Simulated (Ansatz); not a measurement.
# SiC: band gap as volume per atom varies

All results are calculated (Ansatz 0.2.0). Band levels at named k points (names of the unstrained cell) at fixed atoms, from the valence top (v1 top filled band, c1 lowest empty), gap the least over mesh, points and any path between them, spin-unpolarised plane waves, DDH-PBE0 mixes 1/eps_inf of exact exchange.

Cell of the first row (space group P6_3mc, No. 186):
```
CELL_PARAMETERS angstrom
2.98520 0.00000 0.00000
-1.49260 2.58530 0.00000
0.00000 0.00000 9.77440
ATOMIC_POSITIONS crystal
Si 0.00000 0.00000 0.99981
Si 0.33333 0.66667 0.24998
Si 0.00000 0.00000 0.49981
Si 0.66667 0.33333 0.74998
C 0.00000 0.00000 0.18729
C 0.33333 0.66667 0.43792
C 0.00000 0.00000 0.68729
C 0.66667 0.33333 0.93792
```

Settings of every row: periodic directions 3; functional r2SCAN; spin orbit no; potentials PAW; wave cutoff 500 eV; k mesh 12x12x4; smearing width 0 eV.

Point:
```csv
name,a (fraction of the reciprocal vector),b (fraction of the reciprocal vector),c (fraction of the reciprocal vector)
Gamma,0,0,0
M,0.5,0,0
K,0.3333,0.3333,0
A,0,0,0.5
L,0.5,0,0.5
H,0.3333,0.3333,0.5
extra_c,0,0.5,0
```

Limits: semilocal functionals tend to give too small a gap.

```csv
row,volume per atom (Å³),band gap (eV),least direct gap (eV)
1,9.429,2.631,3.828
2,9.724,2.622,3.813
3,10.025,2.611,3.796
4,10.332,2.598,3.776
5,10.645,2.583,3.753
6,10.964,?,?
7,11.29,2.549,3.701
```

Question: what band gap should row 6 give?

Worked fit of band gap. Take t = volume per atom − 10, in Å³. The shown rows have t = -0.571, -0.276, 0.025, 0.332, 0.645, 1.29. Least squares give band gap = 2.6117 − 0.03872 × t − 0.00773 × t² eV; a straight line predicts inner rows, each left out in turn, worse (root mean square 0.0027 against 0.00046 eV). The rows lie off it by 0.000, 0.000, 0.000, 0.000, -0.001, 0.000. The withheld row has t = 0.964, so the fit gives 2.6117 − 0.03872 × (0.964) − 0.00773 × (0.964)² = 2.567 eV.

The calculation gave 2.567 eV. The fit meets it to the printed digit.

The other values of row 6: least direct gap 3.729 eV.
